## Eight anions, two energies each

Closing three carbon atoms to a ring costs nearly 30 kcal/mol in strain, and a double bond inside that ring raises the cost to more than 50. At room temperature 1.4 kcal/mol is enough to shift an equilibrium by a factor of ten. Isomers that differ in rings and double bonds can therefore lie far apart in energy, and their energies carry some information about their structures. How much information is tested here on eight anions of the formula C₃H₅Sn⁻, each known only by its energy from a density functional and from the much simpler tight-binding method GFN2-xTB.

Isomers of C₃H₅Sn⁻ as isolated singlet anions, calculated with Ansatz 0.2.0 (functional, r2SCAN-D4/def2-SVPD) and xtb 6.7.1 (GFN2-xTB). Both energies are taken at the GFN2-xTB minima, with one conformer per structure and no zero-point energy. Candidates: 6, 3, 7, 8, 4, 5, 1, 2.

| row | energy above the lowest, functional (kcal/mol) | energy above the lowest of its own list, GFN2-xTB (kcal/mol) |
| --- | --- | --- |
| A | 0.000 | 13.340 |
| B | 7.550 | 9.080 |
| C | 9.020 | 1.290 |
| D | 0.400 | 0.000 |
| E | 6.980 | 15.560 |
| F | 12.610 | 16.900 |
| G | 11.210 | 11.590 |
| H | 27.100 | 14.000 |

The candidates, numbered by structure, fall into three classes according to the hydrogens on tin:

- **None:** two three-membered rings sharing an edge, with tin bound to all three carbons (1); a four-membered ring with an Sn=C double bond (7).
- **One:** a four-membered ring with a C=C bond (3); a three-membered tin ring with a C=C bond pointing out of it (5), or with the C=C bond inside it and a methyl group (2); an open molecule with methyl and ethynyl groups on tin (8).
- **Two:** an open allenyl chain, CH₂=C=CH–SnH₂ (4); a cyclopropenyl ring carrying SnH₂ (6).

### Counting bonds

In all eight drawings tin has a lone pair and three bonds, as antimony has in stibine. Let $n$ be the number of hydrogens on tin, and count a double bond as two and a triple bond as three. Each anion then has $n$ Sn–H bonds, $3-n$ Sn–C bonds, $5-n$ C–H bonds and $2+n$ C–C bonds, ten in all. Raising $n$ by one exchanges one C–H and one Sn–C bond for one Sn–H and one C–C bond.

This suggests a simple model. If each method misjudges each type of bond by a roughly constant amount, the two methods should drift apart by the same step whenever $n$ rises by one. The quantity to look at is the change, the functional energy less the xTB energy. Its zero is arbitrary, because each method counts from its own lowest structure, so only differences between changes matter.

### The two ends of the series

Row H is the easiest to place. At 27.1 kcal/mol it lies 14 above the next row in the functional energy, and only structure 6 has a three-membered ring made wholly of carbon, with a double bond in it. Its change, +13.1, is also the highest of all. The class with two hydrogens on tin therefore belongs at the positive end.

The next change is that of row C, +7.7, well separated from the remaining six. Row C should then be the other SnH₂ candidate, the allenyl chain. A hydrocarbon estimate supports this: cyclopropene lies roughly 20 kcal/mol above allene, and replacing one hydrogen by the same SnH₂ group in both should leave that gap nearly intact. The partner of row H is thus expected near 27 − 20 = 7 kcal/mol, and row C lies at 9.0. Rows B and E would fit this estimate as well, so the choice rests on the change.

At the opposite limit stand rows A and E, with the most negative changes, which points to tin without hydrogen. The cut is less clean here, since row E is slightly closer to row F than to row A. It is the number of candidates, two in this class, that decides. Between the two, structure 1 has a third Sn–C single bond where structure 7 has the second half of an Sn=C double bond, which is weak because the large orbitals of tin overlap poorly sideways with those of carbon. This favours structure 1 for the lower row, A, but the strain of its two small rings works against it and could reverse the order.

### The middle class

Rows B, D, F and G remain for the four candidates with one hydrogen on tin. In hydrocarbons, rings of three and four atoms are almost equally strained. With tin in the ring the larger one should have the advantage, because tin with a lone pair readily accepts angles near 90° but not the far narrower angle of a three-membered ring. The open structure 8 has no strain, but it has a second π bond where the rings have a stronger single bond. Structure 3 should therefore be the lowest, and row D lies 7 kcal/mol below the next of the four.

For the other three the energies give only a preference. A double bond inside a three-membered ring forces two carbons, which prefer angles of 120°, into a narrow triangle; outside the ring it strains only one. Structure 2 should therefore lie above structure 5, in the corresponding hydrocarbons by roughly 10 kcal/mol. The widest gap on offer, 5.1 kcal/mol between rows B and F, comes nearest to this and leaves row G for structure 8.

Row H is thus sure, and rows C and D are nearly so, provided that the bond-counting model holds. Rows A and E are likely as a pair, with their order less certain, while B, F and G are a best guess among three possible arrangements.

### The labels

The rows with their labels:

| structure | energy above the lowest, functional (kcal/mol) | energy above the lowest of its own list, GFN2-xTB (kcal/mol) | heavy atoms with their hydrogens, and links | spin multiplicity |
| --- | --- | --- | --- | --- |
| 1 | 0.000 | 13.340 | CH2(1) CH(2) CH2(3) Sn(4); links 1-2, 2-3, 1-4, 2-4, 3-4 | 1 |
| 3 | 0.400 | 0.000 | CH(1) CH(2) CH2(3) SnH(4); links 1-2, 1-3, 2-4, 3-4 | 1 |
| 7 | 6.980 | 15.560 | CH2(1) CH2(2) CH(3) Sn(4); links 1-2, 2-3, 1-4, 3-4 | 1 |
| 5 | 7.550 | 9.080 | CH2(1) C(2) CH2(3) SnH(4); links 1-2, 2-3, 2-4, 3-4 | 1 |
| 4 | 9.020 | 1.290 | CH2(1) C(2) CH(3) SnH2(4); links 1-2, 2-3, 3-4 | 1 |
| 8 | 11.210 | 11.590 | CH3(1) C(2) CH(3) SnH(4); links 2-3, 1-4, 2-4 | 1 |
| 2 | 12.610 | 16.900 | CH3(1) C(2) CH(3) SnH(4); links 1-2, 2-3, 2-4, 3-4 | 1 |
| 6 | 27.100 | 14.000 | CH2(1) C(2) CH(3) SnH2(4); links 1-2, 1-3, 2-3, 2-4 | 1 |

All eight assignments hold, including the doubtful ones. Structure 1 comes lowest in spite of its two small rings, and its geometry suggests why. After relaxation with the functional its C–C bonds measure 1.46 Å, between a single bond and the roughly 1.4 Å of an allyl group. The three carbons thus seem to behave partly as an allyl group lying face-on to tin, which may relieve much of the strain that the drawing implies.

The change averages about −11, −1 and +10 kcal/mol for zero, one and two hydrogens on tin, a step of roughly 10 per hydrogen, and the three classes do not overlap. The model has no adjusted constant; row H served only to fix its direction. It fails in the detail, for within each class the change still varies by about 5 kcal/mol, half a step. The differences and counts behind this reasoning are in the output below.

The model also shows where tight binding reorders the list. Of the twenty pairs taken from different classes, ten change their order between the two methods; of the eight pairs within a class, none does. In this list, xTB ranks structures in the same order as the functional as long as they carry equally many hydrogens on tin. Which bond type is responsible remains open: xTB may bind hydrogen to tin too strongly or carbon to tin too weakly, and the functional has errors of its own.

Small gaps deserve less trust than the identification might suggest. Structures 1 and 3 differ by 0.4 kcal/mol at geometries taken from xTB, and relaxing structure 1 with the functional lowers it by 3.6. Relaxing structure 3 lowers it too, but by less, so the electronic gap widens in favour of structure 1. Zero-point energy, which is left out, probably works the other way and favours structure 3, because an Sn–H bond vibrates more slowly than a C–H bond. Spin–orbit coupling, which could also shift the gap in a tin compound, is not included. All eight were computed as singlets without a search for lower electronic states. For structure 1, a Hartree–Fock calculation at the relaxed geometry proved unstable towards unpaired spins, so its closed-shell description may be incomplete. The relaxed electronic energies thus favour structure 1, but these open points keep the order of the two from being settled. Nor is either proven to be the most stable isomer of this formula, because the search did not cover every type of bonding.

Printed output of the fit:

```
Change from GFN2-xTB to the functional, kcal/mol:
  row  H on Sn  bonds from Sn to C (double counts two)  functional less xTB
    1        0                                       3               -13.34
    3        1                                       2                  0.4
    7        0                                       3                -8.58
    5        1                                       2                -1.53
    4        2                                       1                 7.73
    8        1                                       2                -0.38
    2        1                                       2                -4.29
    6        2                                       1                 13.1
Mean change, bare Sn, kcal/mol: -10.96
Mean change, SnH, kcal/mol: -1.45
Mean change, SnH2, kcal/mol: 10.42
Spread of the change inside bare Sn, kcal/mol: 4.76
Spread of the change inside SnH, kcal/mol: 4.69
Spread of the change inside SnH2, kcal/mol: 5.37
Gap in the change between SnH and SnH2, kcal/mol: 7.33
Gap in the change between bare Sn and SnH, kcal/mol: 4.29
Pairs of structures whose order the two methods reverse: 10
Pairs of structures from different classes: 20
Highest row above the next, functional, kcal/mol: 14.49
Cyclopropenyl above allenyl (6 less 4), functional, kcal/mol: 18.08
Cyclopropenyl above allenyl (6 less 4), xTB, kcal/mol: 12.71
Bare Sn pair (7 less 1), functional, kcal/mol: 6.98
Bare Sn pair (7 less 1), xTB, kcal/mol: 2.22
Lowest SnH to the next SnH (5 less 3), functional, kcal/mol: 7.15
Lowest SnH to the next SnH (5 less 3), xTB, kcal/mol: 9.08
Double bond inside against outside the three-ring (2 less 5), functional, kcal/mol: 5.06
Double bond inside against outside the three-ring (2 less 5), xTB, kcal/mol: 7.82
Ethynyl above methylene three-ring (8 less 5), functional, kcal/mol: 3.66
Near-tie 3 less 1, functional, kcal/mol: 0.4
Near-tie 5 less 7, functional, kcal/mol: 0.57
Near-tie 2 less 8, functional, kcal/mol: 1.4
Lowering of structure 1 by relaxation with the functional, kcal/mol: 3.64
```
